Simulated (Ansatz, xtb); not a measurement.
**Two isomers of C4H6BNO**

Structure I is `Bc1cnc(C)o1`, a singlet and structure II is `Bc1nc(C)co1`, a singlet. Both are isolated molecules in the gas phase, relaxed with B3LYP-D3(BJ)/def2-SVP; the shapes shown needn't be the lowest conformers.

I (Å):

```tsv
atom	x (Å)	y (Å)	z (Å)
C	-1.7237	-1.1156	0.5601
C	-1.8358	-0.0427	1.4287
C	0.1818	-0.0659	0.7886
C	1.6223	0.2025	0.5517
B	-2.7040	-2.1515	0.0582
N	-0.6404	0.6038	1.5629
O	-0.3872	-1.0995	0.1604
H	-2.3626	-3.0109	-0.7124
H	-3.8409	-2.0918	0.4534
H	-2.7326	0.2806	1.9567
H	2.2318	-0.6687	0.8398
H	1.9285	1.0746	1.1414
H	1.8097	0.3972	-0.5164
```

II (Å):

```xyz
13

C     0.2649   -1.5132    0.3541
C    -1.2378   -0.0269    0.8006
C    -2.4416    0.8344    0.6083
C    -0.3687   -0.0917    1.8697
B     1.1470   -2.5990   -0.2640
N    -0.8132   -0.9310   -0.1339
O     0.5689   -1.0100    1.6060
H     2.1011   -3.0096    0.3427
H     0.8632   -3.0207   -1.3521
H    -2.3278    1.4632   -0.2888
H    -3.3403    0.2151    0.4596
H    -2.6076    1.4891    1.4757
H    -0.3109    0.4314    2.8213
```

Q: Estimate E(II) − E(I) at the level CCSD(T)/def2-SVP + ΔMP2/def2-TZVPP.

A: Calculated at CCSD(T)/def2-SVP + ΔMP2/def2-TZVPP: E(II) − E(I) = +0.303 eV, so structure I lies lower.

The same difference at several levels:

```json
{"level": "GFN2-xTB", "geometry": "GFN2-xTB", "E(II) − E(I) (eV)": "+0.190", "departure from the last row (eV)": "−0.112", "job, with rough time for the two": "optimisation, 0.12 s"}
{"level": "HF/STO-3G", "geometry": "GFN2-xTB", "E(II) − E(I) (eV)": "+0.220", "departure from the last row (eV)": "−0.083", "job, with rough time for the two": "single point, 0.49 s"}
{"level": "r2SCAN-D4/def2-SVP", "geometry": "GFN2-xTB", "E(II) − E(I) (eV)": "+0.304", "departure from the last row (eV)": "+0.001", "job, with rough time for the two": "single point, 6.6 s"}
{"level": "B3LYP-D3(BJ)/def2-SVP", "geometry": "B3LYP-D3(BJ)/def2-SVP", "E(II) − E(I) (eV)": "+0.294", "departure from the last row (eV)": "−0.009", "job, with rough time for the two": "optimisation, 2.6 min"}
{"level": "HF/def2-SVP", "geometry": "B3LYP-D3(BJ)/def2-SVP", "E(II) − E(I) (eV)": "+0.437", "departure from the last row (eV)": "+0.135", "job, with rough time for the two": "part of the CCSD(T) run"}
{"level": "MP2/def2-SVP", "geometry": "B3LYP-D3(BJ)/def2-SVP", "E(II) − E(I) (eV)": "+0.248", "departure from the last row (eV)": "−0.054", "job, with rough time for the two": "part of the CCSD(T) run"}
{"level": "CCSD(T)/def2-SVP", "geometry": "B3LYP-D3(BJ)/def2-SVP", "E(II) − E(I) (eV)": "+0.297", "departure from the last row (eV)": "−0.006", "job, with rough time for the two": "single point"}
{"level": "CCSD(T)/def2-SVP + ΔMP2/def2-TZVPP", "geometry": "B3LYP-D3(BJ)/def2-SVP", "E(II) − E(I) (eV)": "+0.303", "departure from the last row (eV)": "", "job, with rough time for the two": "single point, 1.7 min"}
```

As drawn, both hold the same kinds of bond in the same numbers.

None of the levels shown reverses the order. The largest departure from CCSD(T)/def2-SVP + ΔMP2/def2-TZVPP is that of HF/def2-SVP, 0.135 eV. The last row adds to CCSD(T) the change of the MP2 difference between the two basis sets, here +0.006 eV.

With thermal terms from frequencies at re-optimised GFN2-xTB minima (ideal gas, soft modes damped towards free rotors, one conformer each, 298.15 K, 1 atm): on the last row, ΔE + ΔZPE = +0.297, ΔH = +0.299, ΔG = +0.297 eV.

The correlated steps freeze 7 core orbitals. Codes used: Ansatz 0.2.0, xtb 6.7.1; the last row on 2 threads of Arm Neoverse V2 on a shared host.

The 5-boryl-2-methyloxazole (I) is favoured over the 2-boryl-4-methyl isomer (II), and the preference barely changes on going from electronic to free energy, as expected for isomers with matching bond types. The cause is probably electronic. C2 lies between oxygen and the imine-type nitrogen and is the most electron-poor ring carbon, a poor site for a π-accepting BH2 group but a good one for a donating methyl. In I the boryl group instead sits on the C4=C5 bond, whose π electrons can delocalise into the empty boron p orbital. The nitrogen next to boron in II offers no comparable help: the BH2 group is coplanar with the ring, so the in-plane lone pair is orthogonal to that orbital.

In the def2-SVP series at a common geometry, correlation narrows the Hartree–Fock gap; MP2 overshoots this and CCSD(T) restores part of it. Because both substituents change position, the energy difference alone cannot separate the boryl preference from the methyl preference.
